The table follows rutile, TiO₂, through ten cells in a PBE calculation. Nine are the same cell scaled uniformly; the one at 9.996 Å³/atom has a different shape. Volume is given per atom, c/a is the ratio of the edges of the tetragonal cell, and the shortest distance is that from Ti to its nearest O. A positive pressure means that the cell pushes outward, a negative one that it would shrink if let go. The atoms keep their fractional positions in every row.

Rutile TiO₂ at fixed atomic positions, calculated with Ansatz 0.2.0 using scalar-relativistic, spin-unpolarised PBE and frozen-core PAW (set soft_2). All cells use a wave cutoff of 420 eV, a 7×7×10 k mesh and Fermi–Dirac smearing of 0.05 eV. Pressure is positive in compression.

```
volume (Å³/atom)     c/a  shortest distance (Å)  pressure (GPa)
           9.784  0.6441                  1.904          23.034
           9.992  0.6441                  1.917          16.540
           9.996  0.6572                  1.927          15.415
          10.200  0.6441                  1.931          10.685
          10.304  0.6441                  1.937           7.979
          10.408  0.6441                  1.944           5.408
          10.512  0.6441                  1.950           2.966
          10.616  0.6441                  1.956           0.649
          10.825  0.6441                  1.969          -3.640
          11.033  0.6441                  1.982          -7.507
```

(a) Compare the first and the last volume step among the uniformly scaled cells. Why does the same step in volume cost more pressure in the small cell than in the large one?

Solution. Going from 9.992 down to 9.784 Å³/atom adds 6.5 GPa, while the equal step from 11.033 to 10.825 adds only 3.9 GPa. The crystal thus stiffens as it is squeezed. The bulk modulus, K = −V dP/dV, measures this: it is 203 GPa over the step at large volume and 309 GPa over the one at small volume.

The reason lies in two opposing forces. The attraction between positive Ti and negative O, helped by covalent bonding, pulls the cell inward. The closed electron shells of neighbouring ions resist overlap and push it outward. Overlap grows very quickly as ions approach, whereas electrostatic attraction changes gently with distance. A simple energy with both parts, where A, B and n are constants, is

E = −A/V^(1/3) + B/V^(n/3)

Pressure is minus the slope of energy against volume, so

P = (nB/3)/V^(n/3+1) − (A/3)/V^(4/3)

With n = 6, taking away a tenth of the volume raises the outward term by about 37 % but the inward one by only about 15 %. Near rest the two almost cancel, so their unequal growth shows up strongly in the pressure. Each further squeeze starts from a steeper repulsion and costs more than the last.

Fitted to the nine uniformly scaled cells, this form comes within 0.01 GPa of each, with n close to 6. The Birch–Murnaghan equation used here, with other powers of volume and one adjustable constant fewer, stays within 0.09 GPa. The table therefore fixes the shape of the curve well, but not how much of the pressure is attraction and how much repulsion. That division rests on the general theory of ionic solids. The printed output after this text gives both fits.

(b) At what volume does the pressure vanish, and is the crystal at rest there?

Solution. Both curves cross zero at 10.65 Å³/atom, with a bulk modulus of nearly 230 GPa. This modulus holds only near that volume: kept constant, it predicts 19.4 GPa for the smallest cell, where the calculation gives 23.0 GPa.

Zero pressure is not the same as rest, because the pressure is an average over three directions. In the cell at 10.616 Å³/atom, the stresses from the same run are +1.36 GPa along each a edge and −0.78 GPa along c. That cell would widen across c and shorten along it. The oxygen atoms also still feel forces. A real crystal can adjust its shape and its atoms when squeezed, which should make it softer than these frozen cells.

The volume itself needs similar care. PBE usually makes oxides somewhat too large, and the nuclei here stand still, without thermal or zero-point motion. The table has neither a measured volume nor a second functional with which to separate such effects.

(c) The cells at 9.992 and 9.996 Å³/atom have almost the same volume, yet the second has 1.1 GPa less pressure. Where does the difference come from?

Solution. The fitted curve assigns only 0.12 GPa to the slightly larger volume. The remaining 1.0 GPa comes from shape: in the second cell a is 0.7 % shorter and c is 1.4 % longer. Each stress responds to both changes. Together they raise the stress along a by only 0.84 GPa but lower the stress along c by 5.06 GPa. Averaged over two a directions and one c direction, the relief wins and gives the whole difference, the small volume part included:

(2 × 0.84 − 5.06)/3 = −1.1 GPa

The two changes fail to cancel because the crystal is stiffer along c. The uniformly scaled cells show this independently: between the largest and the smallest, the stress along c changes 1.30 times as much as that along a. They even allow the shape effect to be predicted. The energy of a cell does not depend on whether its volume or its shape was changed first, so the effect of shape on pressure is tied to the effect of volume on the difference between the stresses:

dP/dh at fixed V = (2/3) d[V(s_c − s_a)]/dV at fixed shape

Here h is the natural logarithm of c/a, and s_c and s_a are the stresses along the two edges. Take two scaled cells about equally far on either side, at 9.784 and 10.200 Å³/atom. Their stress differences are 4.02 and 0.61 GPa, so V(s_c − s_a) falls from 39.3 to 6.2 GPa Å³:

slope = (6.2 − 39.3)/(10.200 − 9.784) = −80 GPa
change in h = ln(0.6572/0.6441) = 0.020
shape effect = (2/3) × (−80) × 0.020 = −1.1 GPa

The calculated shape effect is −1.0 GPa, and the estimate used only the c/a of the reshaped cell, not its stresses. The relation holds for any kind of bonding. The agreement therefore shows that the stresses are consistent and the distortion is small enough for a straight-line estimate, but it does not explain why c is stiff.

The directions of the bonds offer a reason. In these cells each Ti has four short bonds to O and two slightly longer ones. The four short bonds lean towards c; the two longer ones lie at right angles to it. Stretching c therefore pulls strongly on four bonds. Stretching an a edge pulls on all six, but the four short ones lie far from its direction and resist it less. If all six bonds were springs of equal stiffness and length, uniform scaling would change the stress along c 1.26 times as much as that along a, close to the calculated 1.30. This picture leaves out the long-range forces between ions, so it makes bond direction a plausible cause rather than a proven one.

For practical use, compare c/a before placing a cell on a pressure–volume curve. In this crystal a 2 % change in c/a, at nearly unchanged volume, moved the pressure by about 1 GPa.

Output of the analysis:

```
fit of pressure on 9 rows (scaled): coefficient of q**(s/3+1) 141.1 +/- 0.034, coefficient of q**(4/3) -140.4 +/- 0.036, s 5.875; rms 0.00521, worst 10.616 0.00886, leave-one-out rms 0.0109
  rows outside the fit (model, value, miss): 9.996 16.42, 15.41, 1
fit of pressure on 9 rows (scaled): coefficient of q**(7/3) 346.2 +/- 0.75, coefficient of q**(5/3) -345.5 +/- 0.77; rms 0.0501, worst 11.033 -0.0871, leave-one-out rms 0.0777
  rows outside the fit (model, value, miss): 9.996 16.42, 15.41, 1
Volume change from largest to smallest cell, percent: -11.32
Shortest bond change over the same range, percent: -3.935
Bulk modulus between the two smallest scaled cells, GPa: 308.7
Bulk modulus between the two largest cells, GPa: 203.2
Zero-pressure volume, attraction-repulsion model, A^3 per atom: 10.65
Bulk modulus there, attraction-repulsion model, GPa: 227.3
Zero-pressure volume, Birch-Murnaghan, A^3 per atom: 10.65
Bulk modulus there, Birch-Murnaghan, GPa: 229.2
Pressure of the smallest cell if the modulus stayed constant, GPa: 19.38
Pressure at 10.512 from energy differences, GPa: 2.985
Edge a of row 9.996 against row 9.992, percent: -0.6556
Edge c of row 9.996 against row 9.992, percent: 1.365
Stress along a, row 9.996 less row 9.992, GPa: 0.8411
Stress along c, row 9.996 less row 9.992, GPa: -5.056
Pressure, row 9.996 less row 9.992, GPa: -1.125
Part of it due to volume, from the fitted curve, GPa: -0.1173
Shape part, row 9.996 less the fitted curve, GPa: -1.002
Shape part predicted from stresses of the scaled cells, GPa: -1.068
Stress change along c over that along a, whole uniform scaling: 1.302
Same ratio from bond directions with six equal springs: 1.26
```
